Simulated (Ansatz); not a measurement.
## Pb2O: the change of energy above lowest point with volume scale

Free energy against uniform scaling of the volume at fixed shape and fractions; periodic cell, basis, potentials, k mesh and filling as listed. The results are calculated, by Ansatz 0.2.0.

The cell before it is scaled or strained (space group Pn-3m, No. 224):
```
Pb2O
1.0
      5.3800     0.0000     0.0000
      0.0000     5.3800     0.0000
      0.0000     0.0000     5.3800
Pb O
4 2
Direct
  0.25000 0.25000 0.25000
  0.75000 0.75000 0.25000
  0.25000 0.75000 0.75000
  0.75000 0.25000 0.75000
  0.00000 0.00000 0.00000
  0.50000 0.50000 0.50000
```

Settings of every row: functional PBE; dispersion none; potentials PAW; wave cutoff 557.83 eV; density cutoff 2231.3 eV; k mesh 5x5x5; k shift 0x0x0; occupations cold; smearing width 0.05 eV; spin none.

Limits: coarse k mesh, up to 40 meV an atom off; no spin-orbit coupling, which can matter with elements this heavy.

```
row  volume scale  V (Å³/atom)  energy above lowest point (meV/atom)
  1          0.88       22.839                                 153.6
  2          0.92       23.877                                  84.2
  3          0.96       24.915                                     ?
  4             1       25.953                                  11.4
  5          1.04       26.992                                     0
  6          1.08        28.03                                   1.1
  7          1.12       29.068                                  12.6
```

Question: what energy above lowest point should row 3 give?

Worked fit of energy above lowest point. Take u = (V_r/V)^(2/3) − 1 with V_r = 26.473 Å³ an atom, which is twice the finite (Eulerian) strain; such expansions in the strain, on which the Birch-Murnaghan equation of state is built, carry the rest volume and the bulk modulus. The shown rows have u = 0.10345, 0.07123, 0.01331, -0.01286, -0.03738, -0.06044. Least squares give energy above lowest point = 3.94 + 432.45 × u + 9626 × u² + 1719 × u³ meV/atom; a parabola predicts inner rows, each left out in turn, worse (root mean square 0.3 against 0.045 meV/atom). All shown rows lie on it to the printed digit. Its lowest point lies at u = -0.0226, or V = 27.4 Å³ an atom, and the curvature there gives the bulk modulus at fixed shape and fractions, B = (4/9)(1 + u)² E″(u)/V = 47.2 GPa. The withheld row has u = 0.04127, so the fit gives 3.94 + 432.45 × (0.04127) + 9626 × (0.04127)² + 1719 × (0.04127)³ = 38.3 meV/atom.

The calculation gave 38.3 meV/atom. The fit meets it to the printed digit.
